Variational collapse of the second-order OEP: Mg 3s–3p and its relatives

The functional

In the optimised effective potential (OEP) method the variable is the local Kohn–Sham potential vs. It fixes orbitals φ and eigenvalues ε, and we minimise

E[vs] = E(EXX) + Ec(GL2).

E(EXX) is the Hartree–Fock energy expression evaluated with the occupied orbitals of vs. Ec(GL2) is the second-order Görling–Levy correlation energy: a sum over double excitations of MP2 form with Kohn–Sham denominators, plus a singles term. With the lowest orbitals occupied, every term is negative or zero. Orbitals are real, (ab|cd) is the bare Coulomb integral in charge-density notation, and energies are in eV unless marked Ha.

For one doubly occupied orbital i the doubles give −Σab (ia|ib)²/(εa + εb − 2εi). In Mg take i = 3s and D = ε(3p) − ε(3s). The three excitations 3s² → 3px², 3py², 3pz² each have the integral Ksp = (3s 3px|3s 3px) and the denominator 2D; mixed ones such as 3px3py vanish by symmetry, and so does the 3s → 3p single in a spherical atom. The channel contributes −K²/(2D) with K² = g·Ksp² and g = 3.

Why there is no lower bound

Choose vs = −Z′/r. Then 3s and 3p are degenerate, E(EXX) for the real Mg nucleus is a finite sum of hydrogenic integrals, and Ksp = (65/4608) Z′ Ha = 0.0141 Z′ Ha is not zero. A weak short-range attraction added to this potential puts 3s just below 3p. As it is switched off, D → 0+, E(EXX) stays finite and Ec(GL2) ≤ −K²/(2D) → −∞. A converged OEP-GL2 run has therefore found a local minimum at best.

Not every path that shrinks the gap collapses. Uniform scaling of lengths by 1/λ gives K ∝ λ and D ∝ λ², so K²/D is unchanged. The potential has to change shape.

When a local minimum survives

Follow one path in potential space, label it by D, expand E(EXX) about its minimum at D0 and hold K fixed:

E(D) = (k/2)(D − D0)² − K²/(2D).

Setting dE/dD = 0 gives K² = 2kD²(D0 − D), so D < D0. The right side peaks at D = 2D0/3 with the value 8kD0³/27. At a stationary point d²E/dD² = k − K²/D³ = k(3D − 2D0)/D, positive only for D > 2D0/3. A minimum thus exists only for K² < 8kD0³/27 and lies at 2D0/3 < D < D0; the smaller positive root is the top of the barrier against collapse.

Write k = c/D0 with c dimensionless, so that closing the gap costs cD0/2 on the parabola. The condition becomes η < 1, where

η = c*/c, c* = (27/8) g (Ksp/D0)² = (27/4)|E2|/D0, E2 = −K²/(2D0),

and the minimum sits at D*/D0 = 1/3 + (2/3) cos[(1/3) arccos(1 − 2η)].

Inputs

For the atoms, D0 is a typical exchange-only OEP gap ns → np and Ksp a typical integral for the same orbitals, both approximate to two figures. Their stiffness depends on the path and is not derived here. We set c = 2 for all four, an illustrative value chosen so that Be has no minimum, the instability discussed by Mori-Sánchez, Wu and Yang (2005) and by Jiang and Engel (2006). The Be row is therefore no test of the model.

The last row models the neutral oxygen vacancy (F centre) in MgO, the tunnel barrier of magnetic memory cells: two electrons in an s-like level below p-like levels. We take vs at the EXX minimum to be a harmonic well with ħω = D0 = 4.0 eV (illustrative, free-electron mass, host electrons ignored). In atomic units the transition density of s and pz has the form factor (qz/√2) exp(−q²/(4ω))/√ω, which gives Ksp = (1/6)√(2ω/π), or 1.39 eV. The path is a repulsive sheet uδ(z) through the centre. It raises s, leaves pz untouched and closes only the s–pz gap, so g = 1. The one-electron cost for two electrons is 2Σ|δv(n,0)|²/(nω) over even oscillator levels n = 2m. Since ψ2m(0)²/ψ0(0)² = C(2m,m)/4^m and Σ C(2m,m)/(4^m m) = 2 ln 2, the cost is 2 ln 2 (D − D0)²/D0, and c = 4 ln 2 = 2.77. The Hartree–exchange part of the orbital Hessian, 2(ia|ib), is positive semidefinite and can only raise c on this path. At infinite u the s orbital becomes |pz| and the gap is closed at a one-electron cost of 2D0.

Results of the model (D0, Ksp, E2, D* in eV)

System | D0 | Ksp | g | Ksp/D0 | E2 | c* | c | η | D*/D0 | D*
Be 2s–2p | 3.5 | 1.8 | 3 | 0.51 | −1.4 | 2.7 | 2 | 1.3 | none | none
Mg 3s–3p | 3.2 | 1.3 | 3 | 0.41 | −0.79 | 1.7 | 2 | 0.84 | 0.81 | 2.6
Ca 4s–4p | 2.1 | 1.0 | 3 | 0.48 | −0.71 | 2.3 | 2 | 1.1 | none | none
Zn 4s–4p | 4.3 | 1.5 | 3 | 0.35 | −0.78 | 1.2 | 2 | 0.62 | 0.88 | 3.8
F centre in MgO | 4.0 | 1.39 | 1 | 0.35 | −0.24 | 0.41 | 2.77 | 0.15 | 0.98 | 3.9

Worked row, Mg: K² = 3 × 1.3² = 5.07 eV² and k = 2/3.2 = 0.625 eV⁻¹, so the limit 8kD0³/27 is 6.07 eV² and η = 0.84. The minimum is at 2.6 eV, the barrier top at 1.6 eV, and the barrier is only 0.08 eV high. An overshooting step that carries the gap below 1.6 eV sends the iterations downhill for good.

Reading the trend

The column c* needs no stiffness and is the one to remember; it is the smallest c for which a minimum exists.

A small gap alone does not decide the matter. Ca has the smallest D0 but Be the largest c*, because c* goes as (Ksp/D0)² and the compact, strongly overlapping 2s and 2p orbitals give the largest ratio. Nor does the size of the correlation energy decide it: Mg and Zn have nearly the same E2, and c* = (27/4)|E2|/D0 separates them through D0. Zn has the wider gap because its 3d shell screens the nucleus poorly, which binds 4s more than 4p.

Degeneracy enters linearly. Zn and the F centre share Ksp/D0 = 0.35 and their c* differ by about the factor g = 3. A spherical distortion of an atom moves three channels at once, the sheet moves one.

Size works against stability. Under scaling Ksp/D0 ∝ 1/λ, so at fixed c a more diffuse system has a larger η. In the harmonic model η ∝ 1/D0, and the model's minimum would vanish at D0 ≈ 0.6 eV.

The shift is always downward, and at most by one third. The model's 2.6 eV for Mg is a statement about GL2 with an assumed c, not about the atom. As typical knowledge, correlation moves these atomic gaps only a few tenths of an eV, and upward, from the exchange-only value, so GL2 self-consistency pulls the wrong way even when it converges.

What the model leaves out

Constant K is the weakest step. With K(D) the slope of the correlation term is multiplied by 1 − 2 dlnK/dlnD. On the sheet path, first-order mixing of the even levels into s gives dlnK/dlnD = −0.73, a factor 2.5 at D0. Applied to c* it turns 0.41 into roughly 1.0, still below 2.77. A correction of such size could reverse the verdict for Mg and Zn, so read the atomic rows as a ranking of risk.

Other channels are smaller. For Mg, 3s² → 3p4p contributes −6K′²/(D + D′); with assumed K′ = 0.4 Ksp and D′ = 1.9 D0 its slope is 8 % of that of the main term. For Ca, five 4s² → 3d² excitations at a comparable gap with an assumed Ksd = 0.3 eV carry 0.45 eV², 15 % of K², in the destabilising direction. Finally, k belongs to one path, and a richer potential basis offers softer ones, so a minimum can disappear when that basis is enlarged.

What removes the collapse

The divergence comes from treating a near-degeneracy at second order. Diagonalising the 2 × 2 problem of ns² and the symmetric np² state, with diagonal 0 and 2D and coupling K, gives D − √(D² + K²). This reduces to −K²/(2D) for D ≫ K, equals −0.71 eV for the Mg inputs at D0 against E2 = −0.79 eV, and tends to the finite value −K as D → 0. Resummed or shifted denominators act in the same way. With plain GL2, evaluate it once on EXX orbitals, or log D at every iteration and stop a run whose gap falls below 2D0/3.